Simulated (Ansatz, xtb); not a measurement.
Relative energy of two isomers of C2H7NSSi

Structure I is `CC(=S)[SiH2]N`, a singlet and structure II is `C=N[SiH2]SC`, a singlet. Both are isolated molecules in the gas phase, relaxed with B3LYP/def2-SVP; each stands in its lowest conformer found.

I (Å):

```yaml
atoms:
  - { symbol: C, position_ang: [-0.3570, -1.6791, 0.0189] }
  - { symbol: C, position_ang: [0.9834, -1.4782, -0.6306] }
  - { symbol: N, position_ang: [3.7033, 0.0038, -0.6271] }
  - { symbol: S, position_ang: [1.3829, -2.1576, -2.0662] }
  - { symbol: Si, position_ang: [2.2965, -0.4170, 0.2848] }
  - { symbol: H, position_ang: [-0.8665, -0.7056, 0.1430] }
  - { symbol: H, position_ang: [-0.2318, -2.0862, 1.0396] }
  - { symbol: H, position_ang: [-1.0012, -2.3532, -0.5647] }
  - { symbol: H, position_ang: [1.6393, 0.8494, 0.7261] }
  - { symbol: H, position_ang: [2.6931, -1.2230, 1.4784] }
  - { symbol: H, position_ang: [4.2353, -0.7570, -1.0447] }
  - { symbol: H, position_ang: [3.6084, 0.7542, -1.3075] }
```

II (Å):

```
atom    x (Å)    y (Å)    z (Å)
   C  -0.1348   0.7612   0.6224
   C   2.5100  -2.1807  -1.9050
   N   0.4188  -0.2952   0.2032
   S   3.3754  -1.1820  -0.6206
  Si   1.8451  -1.0744   0.8775
   H  -1.0231   1.1763   0.1075
   H   0.2051   1.3458   1.5065
   H   1.4026  -2.4301   1.3073
   H   2.4604  -0.3286   2.0196
   H   2.3633  -3.2168  -1.5674
   H   1.5426  -1.7291  -2.1624
   H   3.1590  -2.1801  -2.7913
```

Quicker runs give these differences E(II) − E(I): GFN2-xTB −0.607 eV; HF/STO-3G −0.546 eV (at GFN2-xTB geometries); r2SCAN-D4/def2-SVP +0.026 eV (at GFN2-xTB geometries).

Estimate which is lower in electronic energy at CCSD(T)/def2-SVP + ΔMP2/def2-TZVPP, and by roughly how much.

The CCSD(T)/def2-SVP + ΔMP2/def2-TZVPP calculation puts structure II lower, by 0.079 eV.

The same difference at several levels:

```json
{"level": "GFN2-xTB", "geometry": "GFN2-xTB", "E(II) − E(I) (eV)": "−0.607", "departure from the last row (eV)": "−0.528", "job, with rough time for the two": "optimisation, 0.34 s"}
{"level": "HF/STO-3G", "geometry": "GFN2-xTB", "E(II) − E(I) (eV)": "−0.546", "departure from the last row (eV)": "−0.467", "job, with rough time for the two": "single point, 0.44 s"}
{"level": "r2SCAN-D4/def2-SVP", "geometry": "GFN2-xTB", "E(II) − E(I) (eV)": "+0.026", "departure from the last row (eV)": "+0.105", "job, with rough time for the two": "single point, 3 s"}
{"level": "B3LYP/def2-SVP", "geometry": "B3LYP/def2-SVP", "E(II) − E(I) (eV)": "−0.161", "departure from the last row (eV)": "−0.082", "job, with rough time for the two": "optimisation, 91 s"}
{"level": "HF/def2-SVP", "geometry": "B3LYP/def2-SVP", "E(II) − E(I) (eV)": "−0.276", "departure from the last row (eV)": "−0.197", "job, with rough time for the two": "part of the CCSD(T) run"}
{"level": "MP2/def2-SVP", "geometry": "B3LYP/def2-SVP", "E(II) − E(I) (eV)": "−0.026", "departure from the last row (eV)": "+0.053", "job, with rough time for the two": "part of the CCSD(T) run"}
{"level": "CCSD(T)/def2-SVP", "geometry": "B3LYP/def2-SVP", "E(II) − E(I) (eV)": "−0.079", "departure from the last row (eV)": "0.000", "job, with rough time for the two": "single point"}
{"level": "CCSD(T)/def2-SVP + ΔMP2/def2-TZVPP", "geometry": "B3LYP/def2-SVP", "E(II) − E(I) (eV)": "−0.079", "departure from the last row (eV)": "", "job, with rough time for the two": "single point, 32 s"}
```

As drawn, II has 1 C=N, 1 S–Si, 1 C–S, 2 C–H in place of 1 C–C, 1 C=S, 1 C–Si, 2 N–H.

r2SCAN-D4/def2-SVP puts the two in the other order. The largest departure from CCSD(T)/def2-SVP + ΔMP2/def2-TZVPP is that of GFN2-xTB, 0.528 eV. The last row adds to CCSD(T) the change of the MP2 difference between the two basis sets, here 0.000 eV.

With thermal terms from frequencies at re-optimised GFN2-xTB minima (ideal gas, soft modes damped towards free rotors, one conformer each, 298.15 K, 1 atm): on the last row, ΔE + ΔZPE = −0.090, ΔH = −0.093, ΔG = −0.090 eV.

The correlated steps freeze 13 core orbitals. Programs: Ansatz 0.2.0, xtb 6.7.1; the last row on 2 threads of Intel(R) Xeon(R) Platinum 8488C (Sapphire Rapids) on a shared host.

The methylthio-silyl imine II lies only slightly below the thioacylsilane I, because large bonding changes nearly cancel. II replaces a C=S π bond, weakened by poor overlap between carbon 2p and the more diffuse sulfur 3p orbitals, with a stronger C=N π bond. Against this, it gives up a robust C–C bond for a weaker C–S bond. The Si–N link is common to both, so it offers no simple reason for the preference.

Electron correlation favours I: in the same basis, II's advantage shrinks from 0.276 eV in Hartree–Fock to 0.079 eV in CCSD(T), while MP2 overshoots this correction. The low-lying π* orbital and polarisable sulfur of the thiocarbonyl probably account for much of the effect. Vibrational and thermal terms slightly reinforce the preference for II, so the ordering does not hinge on entropy. The result supports a modest thermodynamic preference for II in the gas phase, but not easy conversion of I into it, which would require extensive reorganisation of the skeleton.
